Aluminium structures computed with Ansatz 0.2.0: scalar-relativistic plane-wave DFT with PBEsol, PAW datasets made for PBE, a 420 eV cutoff and 0.1 eV Gaussian smearing, without spin polarization. Cells and atoms were relaxed at 0 GPa, keeping the starting symmetry; energies are relative to the lowest structure, and atoms are counted in the primitive cell.

```csv
found from,space group number,atoms in cell,volume per atom (Å³),over lowest (meV/atom)
database cell,225,1,16.18,0.0
database cell,194,4,16.24,12.0
Sm type,166,3,16.30,19.0
database cell,194,2,16.32,31.0
W type,223,8,16.58,81.0
database cell,229,1,16.58,97.0
Ti type,191,3,16.79,118.0
changed type,69,2,17.54,140.0
Ga type,64,4,20.01,223.0
Sn type,191,1,18.38,236.0
Sn type,141,2,18.78,301.0
B type,166,12,23.18,324.0
Ca type,221,1,19.72,402.0
Si type,227,2,26.92,838.0
```

Aluminium hardly minds how its close-packed layers are stacked, but it pays heavily for losing neighbours. The four close-packed stackings, the first four rows, lie within 31 meV per atom of each other. Simple cubic (Ca type), where each atom has six nearest neighbours, costs 402 meV, and diamond (Si type), with four, costs 838 meV. These are PBEsol energies at zero temperature and pressure, without zero-point motion and with PAW datasets made for PBE.

**Restacking is cheap because the near surroundings survive.** In fcc (space group 225) and in hcp (194 with two atoms), every atom has twelve close neighbours. With ideally spaced layers, the first two shells hold the same numbers of atoms at the same distances. Some neighbours already lie in different directions, but the distances differ only farther out. The other two stackings mix both patterns: half of the layers are stacked as in hcp in the four-atom cell, and two thirds in the Sm type. Their energies, 12 and 19 meV, rise roughly in step with that share. The gap between these two is 7 meV, not far above the calculation's tolerance of 4 meV per atom, so the trend over all four is safer than this one step.

That fcc comes out lowest is a matter of electrons rather than of packing. Aluminium's three valence electrons per atom move almost freely and screen the ions, which leaves a weak force between distant ions that changes sign with distance. Theory argues that at this electron density the more distant shells of fcc fall at slightly better distances than those of hcp.

**Open structures cost more, but their remaining bonds grow stronger.** In the simplest picture each nearest-neighbour bond has a fixed energy. If $E_c$ is the energy that binds an atom in fcc and $Z$ is its number of nearest neighbours in another structure, the cost of that structure is

$$\Delta E = E_c\left(1-\frac{Z}{12}\right).$$

With a rough, recalled $E_c$ of 3.4 eV, diamond should cost $3.4\times(1-4/12)\approx 2.3$ eV per atom. The calculation gives 0.84 eV. For simple cubic the same formula gives 1.7 eV against a computed 0.40 eV. The picture gets the direction right and overstates the cost about threefold and fourfold.

The volumes show what it leaves out. In these cubic structures symmetry fixes the shape, so the volume per atom sets the nearest distance; in simple cubic it is just the cube root of the volume. That distance shrinks from 2.84 Å in fcc to 2.70 Å in simple cubic and 2.60 Å in diamond. An atom with fewer neighbours shares the same three electrons among fewer bonds, and each bond becomes shorter and stronger. This recovers much of the loss, though not all of it.

Silicon, with four valence electrons per atom, does choose diamond. Four electrons just fill the bonding states of that network and leave the antibonding ones empty. Aluminium is one electron short, so some of the bonding states that would pay for the open structure stay unoccupied.

**Bcc shows how to count neighbours.** It has only eight nearest neighbours (space group 229), yet it costs just 97 meV. Six more atoms sit only about 15% farther away and still take part in the bonding. A sensible count therefore includes atoms just beyond the shortest distance. Even that count cannot rank the compact structures: bcc then has fourteen near neighbours, more than fcc, and still lies higher.

**Volume is a useful clue but a poor ruler.** Fewer neighbours usually mean more empty space, so volume and energy mostly rise together. At zero pressure, however, a larger cell does no work against its surroundings, so volume matters only through its effect on the electrons and bonds. The A15 structure (W type) and bcc have the same printed volume and still differ by 16 meV.

Two rows break the pattern openly. The Ga type is roomier than the one-atom Sn type but lies 13 meV lower, and the B type is roomier than simple cubic but lies 78 meV lower. The B type is built from icosahedra, clusters of twelve atoms with triangular faces. A likely reason for its place is that atoms within a cluster keep close company while the gaps between clusters swell the volume. A similar unevenness may help the Ga type; both explanations remain untested until the relaxed distances are examined.

**In use,** count near neighbours before comparing volumes. For an aluminium structure that keeps all twelve and only changes the stacking, expect a cost of no more than a few tens of meV per atom.

Do not read these costs as a list of phases that could be made. The relaxations kept the symmetry of their starting cells, which can hold a structure on a ridge rather than in a valley. When the atoms of the omega structure (Ti type) were displaced at random by about 0.1 Å, the cell fell into fcc; the fcc row comes from that run, despite its "database cell" label. The bcc row carries the same label, though its run started from the trigonal selenium structure and relaxed to bcc. Bcc aluminium is likewise known to be mechanically unstable at zero pressure. Before treating any higher row as a metastable material, displace its atoms, relax it without symmetry and check its vibrations.
